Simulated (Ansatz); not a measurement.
## Ba: pressure against volume scale

Results calculated with Ansatz 0.2.0, not measured. Periodic Kohn-Sham DFT of a crystal at fixed atoms, scaled to volume_scale times the given cell; pressure positive in compression, energy less spherical unpolarised free atoms, largest_vzz the field gradient of largest size among the nuclei.

The cell before it is scaled or strained (space group Im-3m, No. 229):
```
cell vectors (Å)
  -2.5000     2.5000     2.5000
   2.5000    -2.5000     2.5000
   2.5000     2.5000    -2.5000
atoms (fractions of the cell vectors)
Ba  0.00000  0.00000  0.00000
```

Settings of every row: method all-electron PAW; functional PBEsol; relativity scalar; k mesh 10x10x10; filling fermi-dirac; smearing width 0.05 eV; nucleus gaussian.

Atom start moment: 0 on all atoms.

Limits: no spin-orbit coupling on heavy atoms.

| row | volume scale | V (Å³/atom) | pressure (GPa) |
| --- | --- | --- | --- |
| 1 | 0.94 | 58.75 | -0.087 |
| 2 | 0.96 | 60 | -0.273 |
| 3 | 0.98 | 61.25 | -0.444 |
| 4 | 0.99 | 61.875 | -0.524 |
| 5 | 1 | 62.5 | -0.601 |
| 6 | 1.01 | 63.125 | -0.674 |
| 7 | 1.02 | 63.75 | -0.745 |
| 8 | 1.04 | 65 | -0.877 |
| 9 | 1.06 | 66.25 | ? |

Question: what pressure should row 9 give?

Worked fit of pressure. Take u = (V_r/V)^(2/3) − 1 with V_r = 62.188 Å³ an atom, which is twice the finite (Eulerian) strain; such expansions in the strain, on which the Birch-Murnaghan equation of state is built, carry the rest volume and the bulk modulus. The shown rows have u = 0.03864, 0.02417, 0.01018, 0.00337, -0.00333, -0.00992, -0.0164, -0.02905. Least squares give pressure = −0.5629 + 11.458 × u + 22.21 × u² GPa; a straight line predicts inner rows, each left out in turn, worse (root mean square 0.0076 against 0.00023 GPa). All shown rows lie on it to the printed digit. The withheld row has u = -0.0413, so the fit gives −0.5629 + 11.458 × (-0.0413) + 22.21 × (-0.0413)² = -0.998 GPa.

The calculation gave -0.999 GPa. The fit lies 0.001 GPa (0.11 % of the column's range) above it, one unit of the last digit. This row lies beyond the range of the fit.
